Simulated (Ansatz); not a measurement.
ScIn: energy above lowest point and pressure against volume scale

Results calculated with Ansatz 0.2.0, not measured. Free energy against uniform scaling of the volume at fixed shape and fractions; periodic cell, basis, potentials, k mesh and filling as listed.

The cell before it is scaled or strained (space group P4/mmm, No. 123):
```
ScIn
1.0
      3.2056     0.0000     0.0000
      0.0000     3.2056     0.0000
      0.0000     0.0000     4.3943
Sc In
1 1
Direct
  0.00000 0.00000 0.00000
  0.50000 0.50000 0.50000
```

Settings of every row: functional LDA; dispersion none; potentials PAW; wave cutoff 630 eV; density cutoff 5040 eV; k mesh 7x7x5; k shift 0x0x0; occupations fermi dirac; smearing width 0.02 eV; spin none.

Limits: coarse k mesh, up to 40 meV an atom off; minimum outside the range; the cell comes from a prototype or a list of computed structures and needn't be the stable phase.

```csv
row,volume scale,V (Å³/atom),energy above lowest point (meV/atom),pressure (GPa)
1,0.9406,21.237,0,-2.06
2,0.9703,21.907,?,?
3,1,22.578,34.7,-6.01
4,1.0297,23.248,63.2,-7.53
5,1.0594,23.919,97.4,-8.79
```

Question: what energy above lowest point and pressure should row 2 give?

Worked fit of energy above lowest point. Take u = (V_r/V)^(2/3) − 1 with V_r = 22.913 Å³ an atom, which is twice the finite (Eulerian) strain; such expansions in the strain, on which the Birch-Murnaghan equation of state is built, carry the rest volume and the bulk modulus. The shown rows have u = 0.05194, 0.00987, -0.00963, -0.02824. Least squares give energy above lowest point = 48.14 − 1457.1 × u + 10205 × u² meV/atom; a straight line predicts inner rows, each left out in turn, worse (root mean square 10 against 0.16 meV/atom). The rows lie off it by 0.0, -0.1, 0.1, 0.0. The withheld row has u = 0.03038, so the fit gives 48.14 − 1457.1 × (0.03038) + 10205 × (0.03038)² = 13.3 meV/atom.

The calculation gave 13.2 meV/atom. The fit lies 0.1 meV/atom (0.1 % of the column's range) above it, one unit of the last digit.

Worked fit of pressure. Take u = (V_r/V)^(2/3) − 1 with V_r = 22.913 Å³ an atom, which is twice the finite (Eulerian) strain; such expansions in the strain, on which the Birch-Murnaghan equation of state is built, carry the rest volume and the bulk modulus. The shown rows have u = 0.05194, 0.00987, -0.00963, -0.02824. Least squares give pressure = −6.804 + 77.74 × u + 261.8 × u² GPa; a straight line predicts inner rows, each left out in turn, worse (root mean square 0.26 against 0.0033 GPa). All shown rows lie on it to the printed digit. The withheld row has u = 0.03038, so the fit gives −6.804 + 77.74 × (0.03038) + 261.8 × (0.03038)² = -4.20 GPa.

The calculation gave -4.21 GPa. The fit lies 0.01 GPa (0.15 % of the column's range) above it, one unit of the last digit.
